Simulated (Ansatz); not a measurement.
# Ligand exchange: GaH2F + SiH2(CH3)(NH2) → GaH2(NH2) + SiH2(CH3)F

Species: GaH2F `[F][GaH2]`, singlet; SiH2(CH3)(NH2), singlet; GaH2(NH2), singlet; SiH2(CH3)F, singlet. The partners trade F for NH2: Ga–F and Si–NH2 bonds give way to Ga–NH2 and Si–F.

Shapes, held fixed at every level: PBE0-D4/def2-TZVP. Flexible molecules stand in one conformer, not always the lowest. Programs: Ansatz 0.2.0. The zero-point and thermal change to 298 K, harmonic and unscaled (PBE0-D4/def2-TZVP), is +1.3 kJ/mol.

| level | kind | ΔH(298 K) (kJ/mol) | less CCSD(T)/def2-TZVPP |
| --- | --- | --- | --- |
| HF/def2-SVP | Hartree–Fock | -31.5 | +15.2 |
| HF/def2-TZVPP | Hartree–Fock | -41.9 | +4.8 |
| PBE-D4/def2-TZVPP | GGA | -39.9 | +6.8 |
| PBE0-D4/def2-TZVPP | global hybrid | -40.9 | +5.8 |
| MP2/def2-SVP | perturbation theory | -38.0 | +8.7 |
| CCSD(T)/def2-SVP | coupled cluster or CI | -38.6 | +8.1 |
| CCSD(T)/def2-TZVPP | coupled cluster or CI | -46.7 | 0.0 |

The highest level, CCSD(T)/def2-TZVPP, gives ΔH(298 K) = -46.7 kJ/mol; the levels span -46.7 to -31.5. The column of differences is taken from that level and isn't an error. No measured value is set beside it here. Relativity is left out for Ga unless named. Correlated rows may include outer-core shells of Ga, which these sets cover unevenly.

Fluoride moves from gallium to silicon and amide the other way, with heat released at every level. The number and broad type of bonds are conserved, so the enthalpy measures a difference in preference: replacing Si–N by Si–F gains more than replacing Ga–F by Ga–N costs. Silicon forms an exceptionally strong, highly polar bond to fluorine, while the amide lone pair can donate into the empty p orbital on three-coordinate gallium, probably more effectively than those of the less basic fluoride.

Enlarging the basis shifts the coupled-cluster value by 8.1 kJ/mol towards greater exothermicity, and Hartree–Fock moves the same way, probably because the small set describes the polarised Si–F bond poorly. MP2 and CCSD(T) nearly coincide in that small set, so correlation beyond second order matters little there. The direction of exchange is therefore secure for these monomers, but the last few kJ/mol are not. Aggregation through fluoride or amide bridges, typical of such electron-deficient gallium compounds, could alter the balance in condensed phases.
